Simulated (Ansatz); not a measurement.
Redistribution: C3H2F6 + C3H3F3 → C3H3F5 + C3H2F4

Gas-phase species: C3H2F6 `FC(F)C(F)(F)C(F)F`, singlet; C3H3F3 `FC1CC1(F)F`, singlet; C3H3F5 `FC(F)C(F)C(F)F`, singlet; C3H2F4 `FC1C(F)C1(F)F`, singlet. The partners trade F for H; both sit on C, so the bond types are kept.

Shapes, held fixed at every level: PBE0-D4/def2-TZVP. Flexible molecules stand in one conformer, not always the lowest. Programs: Ansatz 0.2.0. The zero-point and thermal change to 298 K, harmonic and unscaled (PBE0-D4/def2-TZVP), is +1.8 kJ/mol.

| level | kind | ΔH(298 K) (kJ/mol) |
| --- | --- | --- |
| r2SCAN-D4/def2-TZVPP | meta-GGA | +55.3 |
| B3LYP-D4/def2-TZVPP | global hybrid | +46.5 |
| BHLYP-D4/def2-TZVPP | global hybrid | +49.3 |
| PBE0-D4/def2-TZVPP | global hybrid | +49.5 |
| wB97X-V/def2-TZVPP | range-separated hybrid | +50.7 |
| B2PLYP/def2-TZVPP | double hybrid | +48.8 |
| MP2/def2-SVP | perturbation theory | +60.4 |
| MP2/def2-TZVPP | perturbation theory | +54.3 |

MP2/def2-TZVPP gives ΔH(298 K) = +54.3 kJ/mol; the levels span +46.5 to +60.4. The median of the levels is +50.1. No measured value is set beside it here.

The exchange is clearly endothermic at every level, so enthalpy favours keeping the fluorine on the open-chain carbon. The thermal term is only +1.8 kJ/mol, which makes the preference essentially electronic. Although C–F and C–H bonds are conserved in number, their surroundings are not: the propane's central CF2 becomes CHF, while the ring's CH2 becomes CHF, so one geminal fluorine pair is lost overall. Such pairs are stabilised by donation from a fluorine lone pair into the neighbouring C–F σ* orbital, and this loss is probably the main cost. Placing fluorine on a cyclopropane carbon, whose exocyclic bonds have raised s character, likely adds to it. Vicinal C–F repulsions change on both sides and should partly cancel.

The drop from +60.4 to +54.3 kJ/mol between the two MP2 rows shows that the smaller basis exaggerates the cost. The sign is well supported, the exact magnitude less so. The separate contributions of geminal stabilisation and ring strain cannot be extracted from this single reaction.
